# Ag in a Knudsen cell: how the apparent pressure responds when one thing is changed

**Question.** We calibrate with pure Ag near its melting point. The orifice drains the cell, so the pressure obtained from the mass-loss rate lies below the equilibrium pressure. Which way and how far does this shortfall move when we change the orifice, the cell, the sample, the element, the temperature or the detector, one at a time?

## The effusion pressure

An ideal gas at rest, of pressure $p$, molar mass $M$ and temperature $T$, delivers the molar flux $p/\sqrt{2\pi MRT}$ to a unit area of wall. An orifice of area $A_o$ passes the fraction $W_o$ of the atoms that enter it. $W_o$ is its Clausing factor, the transmission probability in molecular flow with diffuse wall scattering. The mass-loss rate $\dot m$, counted positive, defines the apparent pressure

$$p_m=\frac{\dot m}{W_oA_o}\sqrt{\frac{2\pi RT}{M}} .$$

$p_m$ is the flux arriving at the orifice, expressed as a pressure.

## Flux balance in the cell

The model assumes an isothermal cylindrical cell of cross-section $A_c$, a sample that covers the whole floor (sample area $A_s=A_c$), no gas-phase collisions, steady state, one vapour species, and equal evaporation and condensation coefficients $\alpha$. Every one-way flux is taken as uniform over the cross-section, with a cosine distribution, and is written in pressure units. Let $u_1,d_1$ be the upward and downward fluxes just above the sample and $u_2,d_2$ those just below the lid. $W_c$ is the Clausing factor of the empty part of the cell, and $f=W_oA_o/A_c$. Then

$$u_1=\alpha p_{eq}+(1-\alpha)d_1,\qquad d_2=(1-f)u_2,$$

$$u_2=W_cu_1+(1-W_c)d_2,\qquad d_1=W_cd_2+(1-W_c)u_1 .$$

The sample emits $\alpha p_{eq}$ and reflects what does not condense. The lid returns everything except the fraction $f$, and $p_m=u_2$.

The two tube equations give the net flux as $u_1-d_1=u_2-d_2=W_c(u_1-d_2)$, and the lid equation fixes it at $fp_m$. Hence

$$u_1=p_m\left(1-f+\frac{f}{W_c}\right),\qquad d_1=p_m\left(1-2f+\frac{f}{W_c}\right).$$

The sample equation rearranges to $p_{eq}=d_1+(u_1-d_1)/\alpha$, and substitution gives the Whitman–Motzfeldt equation:

$$p_{eq}=p_m(1+\delta),\qquad \delta=fK,\qquad K=\frac1\alpha+\frac1{W_c}-2 .$$

Dividing by $p_{eq}p_m$,

$$\frac1{p_m}=\frac1{p_{eq}}+\frac{K}{p_{eq}A_c}\,W_oA_o ,$$

so $1/p_m$ is linear in $W_oA_o$ with intercept $1/p_{eq}$.

For reasoning, write $K=(1/\alpha-1)+(1/W_c-1)$: a surface resistance and a transport resistance in series. Neither is negative, so $p_m\le p_{eq}$. With the lid and walls removed ($f=1$, $W_c=1$) the equation reduces to free evaporation, $p_m=\alpha p_{eq}$. The transport term has a direct meaning. The orifice acts as a missing source on the lid. An atom launched from the lid returns to it with probability $1-W_c$ per attempt, and for $\alpha=1$ the expected number of returns before capture by the sample is $\sum_{n\ge1}(1-W_c)^n=1/W_c-1$.

For a tube of length $L$ and radius $r$, with $x=L/r$, we use the approximate interpolation (typically good to about 1 % in $W$)

$$\frac1W-1=\frac{x\,(28+3x)}{8\,(7+x)} ,$$

which tends to $x/2$ for short tubes and to $3x/8$ for long ones.

## Base case

The Ag inputs are approximate and serve only as given values: $T=1235$ K (melting point), $p_{eq}\approx0.36$ Pa, $M=107.87$ g/mol, sublimation enthalpy $\approx278$ kJ/mol and fusion enthalpy $\approx11$ kJ/mol near this temperature, $\alpha=1$. The vapour is treated as monatomic; the typical Ag$_2$ fraction is below $10^{-3}$. The cell has inner diameter 10 mm and free height 10 mm above a solid Ag disc. The orifice has diameter 1.0 mm in a lid 0.10 mm thick.

- Areas: $A_c=78.5$ mm², $A_o=0.785$ mm².
- Orifice: $x=0.2$, $W_o=0.910$, $W_oA_o=0.714$ mm², $f=0.0091$.
- Cell: $x=2$, $W_c=0.514$, $K=0.944$.
- Correction: $\delta=0.86$ %.
- Rate: $\sqrt{2\pi RT/M}=773$ m/s, $\dot m=1.2$ mg/h.
- Mean free path, with a typical collision diameter $d\approx0.3$ nm: $\lambda=k_BT/(\sqrt2\pi d^2p)=0.12$ m. This exceeds both the orifice and the cell dimensions, as the use of $W_o$ and $W_c$ requires.

A useful yardstick is $d\ln p_{eq}/dT=\Delta H/RT^2=2.2$ % per K for the solid. The base correction is worth $\ln(1+\delta)RT^2/\Delta H=0.4$ K.

### How well the model fixes $\delta$

The weakest assumption is uniformity: the model spreads the loss over the lid, while the real orifice is a small central hole. The first wall bounce shows the size of this. We compute the return flux density, multiplied by $A_c$, per atom launched. The view factor from a wall element at depth $z$ below the lid to the lid is

$$F(X)=\frac{X^2+\tfrac12}{\sqrt{1+X^2}}-X,\qquad X=\frac{z}{2r_c},$$

with $r_c$ the cell radius. By reciprocity, uniform launch puts the flux density $F/A_c$ on the wall, and the fraction $F$ of it returns, so the one-bounce return is $4\int_0^{1}F^2\,dX=0.23$ for our cell. For launch from the centre and return to the centre, the diffuse kernel $zr_c/[\pi(r_c^2+z^2)^2]$ enters twice, and with $s=z/r_c$ the result is $2\int_0^{2}s^2(1+s^2)^{-4}ds=0.19$. The ratio is 0.81. Taking this as a guide for the whole transport term, we treat $1/W_c-1$ as uncertain by about 20 %, so that the base value is $\delta\approx0.86\pm0.2$ %. The second figure of $\delta$ is printed only to compare cases within the model.

## Change 1: orifice diameter 1.0 → 2.0 mm

**Reasoning.** The area grows fourfold. At fixed lid thickness the channel becomes relatively shorter, so $W_o$ rises a little and $f$ grows slightly more than fourfold. $K$ is untouched. We expect $\delta$ between 3 and 4 %, a lower $p_m$, and a rate that grows by less than $f$ does.

**Calculation.** $x=0.1$, $W_o=0.953$, $W_oA_o=2.99$ mm², $f=0.0381$, which is 4.19 times the base value. $\delta=3.6$ %. Since $\dot m\propto f/(1+\delta)$, the rate rises by a factor 4.08, and $p_m$ falls by 2.6 %.

That 2.6 % is the whole signal of a two-orifice extrapolation, and it equals 1.2 K of temperature mismatch between the runs. With abscissae $X_1,X_2$ ($X_i=W_oA_o$) and ordinates $y_i=1/p_m$, the intercept is $(X_2y_1-X_1y_2)/(X_2-X_1)$, with weights 1.31 and $-0.31$. Independent relative scatter $\sigma$ in the two points, whose ordinates are nearly equal, gives $1.35\,\sigma$ in the intercept. Applying the calculated $\delta$ to the small orifice alone keeps the scatter $\sigma$ of that point and adds the $\pm0.2$ % of the model. At $\sigma=1$ % the two combine in quadrature to 1.0 %, so the extrapolated intercept is about 1.3 times wider. For the correction by itself, the extrapolation gives $0.31\sqrt2\,\sigma=0.44$ % against the $\pm0.2$ % of the calculated $\delta$.

## Change 2: lid thickness 0.10 → 1.0 mm

**Reasoning.** A channel sends more atoms back into the cell. The drain weakens, so $\delta$ falls in proportion to $W_o$. A channel as long as it is wide passes about half, so both $\delta$ and the rate should drop to somewhat more than half.

**Calculation.** $x=2$, $W_o=0.514$, $f=0.0051$, $\delta=0.49$ %, and the rate is 0.57 of the base value. There is a price. $W_o$ enters $p_m$ directly, so a 1 % uncertainty in $W_o$ is 1 % in $p_m$, more than the 0.37 percentage points by which $\delta$ has fallen. A thin lid, with $W_o$ near 1 and close to the short-tube limit, is the safer choice for absolute work.

## Change 3: cell shape

**Reasoning.** For $\alpha=1$ the transport term is all of $K$, and it is nearly proportional to $L_c/r_c$, with $L_c$ the free height. Halving the free height should roughly halve $\delta$, and doubling it should slightly less than double $\delta$. Doubling the cell diameter at fixed height acts twice: $f$ falls by 4 and $K$ by about 2, so $\delta$ falls by about 8.

**Calculation.**

- Free height 5 mm: $x=1$, $K=0.484$, $\delta=0.44$ %, rate up by a factor 1.004.
- Free height 20 mm: $x=4$, $K=1.82$, $\delta=1.7$ %, rate factor 0.992.
- Diameter 20 mm, height 10 mm: $f=0.0023$, $K=0.484$, $\delta=0.11$ %, smaller than the base value by a factor 7.8, rate factor 1.007.

The fill level does not drift noticeably in a run. With an approximate density of 9.8 g/cm³ the surface recedes at $v=\dot m/(\rho A_c)=1.5$ µm/h.

## Change 4: $\alpha$ below 1

**Reasoning.** $\partial\delta/\partial\alpha=-f/\alpha^2$. Near $\alpha=1$ a drop of 0.1 in $\alpha$ raises $\delta$ by about $0.1f$, roughly a tenth of a percentage point. The cell is built to be insensitive to $\alpha$: free evaporation would lose 10 %. The surface term overtakes the transport term when $1/\alpha>1/W_c$, that is for $\alpha<W_c$, about one half here.

**Calculation.** $\alpha=0.9$: $K=1.06$, $\delta=0.96$ %, rate factor 0.999. $\alpha=0.1$, as a contaminated or kinetically hindered surface might give: $K=9.94$, $\delta=9.0$ %, rate factor 0.925.

The converse also holds. The slope of the $1/p_m$ line gives only the sum $K$. With the transport term uncertain by 20 %, or 0.19, the surface term $1/\alpha-1$ is uncertain by the same amount, so even a noise-free slope cannot tell $\alpha=1$ from $\alpha=0.84$.

## Change 5: the sample covers a quarter of the floor

Liquid Ag wets alumina and graphite poorly and tends to pull into a bead.

**Reasoning.** Bare floor reflects everything and emits nothing of its own. If the fraction $\theta$ of the floor is active, the plane-averaged sample equation becomes $u_1=\theta\alpha p_{eq}+(1-\theta\alpha)d_1$. Only $\alpha\to\theta\alpha$ changes, while $f$ and $W_c$ still refer to $A_c$. A surface term $1/\theta-1=3$ appears for $\theta=0.25$, so $\delta$ should grow about fourfold.

**Calculation.**

$$K=\frac1{\theta\alpha}+\frac1{W_c}-2=3.94,\qquad\delta=3.6\ \%,$$

and the rate factor is 0.974. Putting $A_s=\theta A_c$ into the prefactor instead scales both resistances, and exceeds the expression above by $f(1/\theta-1)(1/W_c-2)$. Here it gives 3.4 %. The two are close only because $W_c\approx\tfrac12$ in this cell. For a bead $\theta$ is an effective coverage, since a curved surface on a bare floor departs from the uniform-plane picture; the result is an estimate of size.

## Change 6: another element, and Ag in an alloy

**Reasoning.** In molecular flow with diffuse walls the trajectories do not depend on mass, so $M$ is absent from $f$ and $K$. A different monatomic vapour with the same $\alpha$ has the same $\delta$. At equal pressure the molar flux goes as $M^{-1/2}$ and the mass flux as $M^{+1/2}$.

**Calculation.** For Au ($M=196.97$ g/mol) $\delta$ stays at 0.86 %, and the mass rate per pascal is 1.35 times that of Ag.

For an alloy, with pure Ag at the same $T$ as reference state and an ideal vapour, $\mu_{Ag}-\mu^\circ_{Ag}=RT\ln a_{Ag}$ and $a_{Ag}=p_{eq}^{alloy}/p_{eq}^{pure}$. The ratio of apparent pressures gives

$$a_{app}=a_{Ag}\,\frac{1+\delta_{pure}}{1+\delta_{alloy}} .$$

Identical geometry, coverage and $\alpha$ cancel the correction exactly. If the reference has $\theta=0.25$ and the alloy covers the floor, $a_{app}$ is 2.7 % high and $\mu_{Ag}$ is 0.27 kJ/mol too high.

An alloy adds a resistance that the equation lacks: diffusion in the sample. Take solid Ag–Au with Ag mole fraction $x_{Ag}=0.5$, treated as ideal with equal molar volumes, and neglect the Au loss (its pressure is typically three or more orders of magnitude lower). With $c$ the total molar density, Ag leaves at the flux $J=x_{Ag}vc$ and the surface recedes at $x_{Ag}v$. The recession supplies $x_{Ag}J$, and diffusion must supply $J'=(1-x_{Ag})J$. A constant flux $J'$ drawn from a half-space with diffusivity $D$ lowers the surface concentration by $2J'\sqrt{t/\pi D}$, so to first order

$$\frac{\Delta a}{a}=-2(1-x_{Ag})\,v\sqrt{\frac{t}{\pi D}} .$$

With a typical solid-state $D\approx10^{-12}$ m²/s this is about $-1$ % after one hour, as large as $\delta$, and it does not cancel against pure Ag. A typical liquid-state $D\approx10^{-9}$ m²/s would give $-0.04$ %. Since $v\propto f$, the term vanishes in the extrapolation to zero orifice at fixed $t$.

## Change 7: temperature 1235 → 1335 K

**Reasoning.** $T$ does not appear in $\delta$ as long as $\alpha$ and $\theta$ stay fixed. The rate follows $p_{eq}/\sqrt T$, and about 2 % per K over 100 K is about two factors of $e$. What degrades is the premise of molecular flow.

**Calculation.** For the liquid $\Delta H\approx267$ kJ/mol, or 2.1 % per K at 1235 K. With constant $\Delta H$, $p_{eq}$ grows by $\exp[(\Delta H/R)(1/1235-1/1335)]=7.0$ to 2.5 Pa, and the rate by 6.7. The mean free path falls to 18 mm. The orifice is still in molecular flow, but $\lambda$ is under twice the free height, so $W_c$ no longer describes the cell reliably and the value 0.86 % is only nominal.

Two consequences follow for data reduction. A constant $\delta$ shifts $\ln p_m$ rigidly and leaves the second-law enthalpy unchanged. The third-law enthalpy contains $-RT\ln p$, so using $p_m$ for $p_{eq}$ raises it by $RT\ln(1+\delta)=0.09$ kJ/mol at 1235 K. On melting, $p_{eq}$ is continuous and only its slope changes. If the melt pulls back to $\theta=0.25$, $p_m$ steps down by 2.6 %, which looks like a cooling of 1.2 K.

## Change 8: detect the axial beam instead of the mass loss

**Reasoning.** A balance counts atoms leaving in all directions, many of which last touched the side wall. A mass spectrometer collimated so that its field of view through the orifice falls wholly on the sample receives atoms that flew straight from the sample, provided $\lambda\gg L_c$. Its signal follows $u_1$, not $u_2$. The transport resistance lies outside this path, so the correction should shrink, and vanish for $\alpha=1$, where the surface emits $p_{eq}$ whatever arrives on it.

**Calculation.**

$$\frac{p_{eq}}{u_1}=\frac{1+fK}{1+f(1/W_c-1)}\approx1+f\left(\frac1\alpha-1\right).$$

The excess over 1 is zero for $\alpha=1$, 0.10 % for $\alpha=0.9$ and 8.1 % for $\alpha=0.1$. For the sensitivity constant $k$ in $p=kI^{+}T$, with $I^+$ the Ag$^+$ ion current in this geometry and $\alpha=1$, the matching pressure is therefore $p_{eq}$. If it is taken from a simultaneous mass loss, use $p_m(1+\delta)$; plain $p_m$ makes $k$ low by the factor $1/(1+\delta)$.

## Summary of responses

| Change from base | $\delta$ (%) | $\dot m/\dot m_{base}$ |
|---|---|---|
| none | 0.86 | 1 |
| orifice 2.0 mm | 3.6 | 4.08 |
| lid 1.0 mm | 0.49 | 0.57 |
| free height 5 mm | 0.44 | 1.004 |
| free height 20 mm | 1.7 | 0.992 |
| cell diameter 20 mm | 0.11 | 1.007 |
| $\alpha=0.9$ | 0.96 | 0.999 |
| $\alpha=0.1$ | 9.0 | 0.925 |
| coverage 0.25 | 3.6 | 0.974 |
| Au, per pascal | 0.86 | 1.35 |
| 1335 K | 0.86 (nominal) | 6.7 |

## Effects outside the equation that rival the base correction

- **Orifice size.** 5 µm in a 1.0 mm diameter is 1.0 % in $A_o$ and, inversely, in $p_m$.
- **Thermal expansion.** For alumina, with a typical mean coefficient of $8\times10^{-6}$ K⁻¹ over the 940 K from 295 K, the area grows by 1.5 %. Using the cold area makes $p_m$ too high by that amount, opposite in sign to $\delta$ and larger. $W_o$, $W_c$ and $f$ are ratios of lengths or areas and do not change if lid and body expand alike.
- **Temperature.** 0.4 K equals the whole correction.
- **Evaporative cooling.** The base rate draws $\dot m\,\Delta H/(MA_c)=11$ W/m² from the sample. If only radiation to the top face supplied it, with a typical emissivity $\varepsilon\approx0.05$ for clean Ag, the conductance $4\varepsilon\sigma_{SB}T^3=21$ W m⁻² K⁻¹ ($\sigma_{SB}$ the Stefan–Boltzmann constant) would leave the sample 0.5 K cold and its pressure 1.1 % low. Heat flow through the floor reduces this. The term is proportional to $f$ and adds to the slope of the $1/p_m$ line, where it mimics a lower $\alpha$.
- **Radiation through the orifice.** Facing cold surroundings the hole loses up to $\sigma_{SB}T^4A_o=0.10$ W, against 0.85 mW for evaporation. The resulting gradient depends on the shielding, and each 0.1 K of it at the sample surface is 0.2 % in pressure.

For an Ag run in the base cell we therefore apply the calculated $\delta$, use the hot orifice area, record fill height and sample shape after the run, and keep orifice series for samples where a low $\alpha$, partial coverage or solid-state depletion makes the slope large enough to resolve.